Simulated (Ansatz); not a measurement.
Ligand exchange: C3H6F2O + C3H6Sn → C3H7FO + C3H5FSn

Species: C3H6F2O `CC(O)(F)CF`, singlet; C3H6Sn `C#[C][SnH2][CH3]`, singlet; C3H7FO `CC(O)CF`, singlet; C3H5FSn `C#[C][SnH]([CH3])[F]`, singlet. The partners trade F for H: C–F and Sn–H bonds give way to C–H and Sn–F.

Shapes, held fixed at every level: PBE0-D4/def2-TZVP. Flexible molecules stand in one conformer, not always the lowest. Programs: Ansatz 0.2.0. Electronic energies: no zero-point or thermal term.

```
               level                    kind  ΔE (kJ/mol)  less CCSD(T)/def2-TZVPP  CPU time (sum over the molecules)
       HF/def2-TZVPP            Hartree–Fock        -88.2                     -2.5                                  –
r2SCAN-D4/def2-TZVPP                meta-GGA        -85.9                     -0.2                               63 s
 B3LYP-D4/def2-TZVPP           global hybrid        -91.6                     -5.9                               62 s
  wB97M-V/def2-TZVPP  range-separated hybrid        -84.6                     +1.1                            2.3 min
   B2PLYP/def2-TZVPP           double hybrid        -93.6                     -7.9                               78 s
      MP2/def2-TZVPP     perturbation theory        -93.6                     -7.9                                  –
  CCSD(T)/def2-TZVPP   coupled cluster or CI        -85.7                      0.0                             48 min
```

The highest level, CCSD(T)/def2-TZVPP, gives ΔE = -85.7 kJ/mol; the levels span -93.6 to -84.6. The column of differences is taken from that level and isn't an error. No measured value is set beside it here. For atoms past krypton def2 sets carry core potentials with scalar relativity. Correlated rows may include outer-core shells of Sn, which these sets cover unevenly. Times are processor times on shared x86 and Arm servers, and rough.

The fluorine–hydrogen exchange is clearly downhill at every level, and the spread between methods is small beside the reaction energy itself. The driving force lies at tin: replacing a weak, weakly polar Sn–H bond with a strong, highly polar Sn–F bond more than repays the exchange of C–F for the somewhat weaker C–H bond. The carbon side probably holds the reaction back, since the fluorine leaves a carbon that also bears hydroxyl, and the anomeric donation from the oxygen lone pair into the C–F antibonding orbital is lost.

Hartree–Fock already comes close to coupled cluster, which suggests that correlation largely cancels between closed-shell partners with the same number of bonds. MP2 shifts the energy to -93.6 kJ/mol, away from the coupled-cluster value of -85.7, so its second-order correlation correction has the wrong sign for this difference. The exothermicity says nothing about the rate, and unactivated alkyl fluorides are typically inert towards tin hydrides despite a favourable driving force.
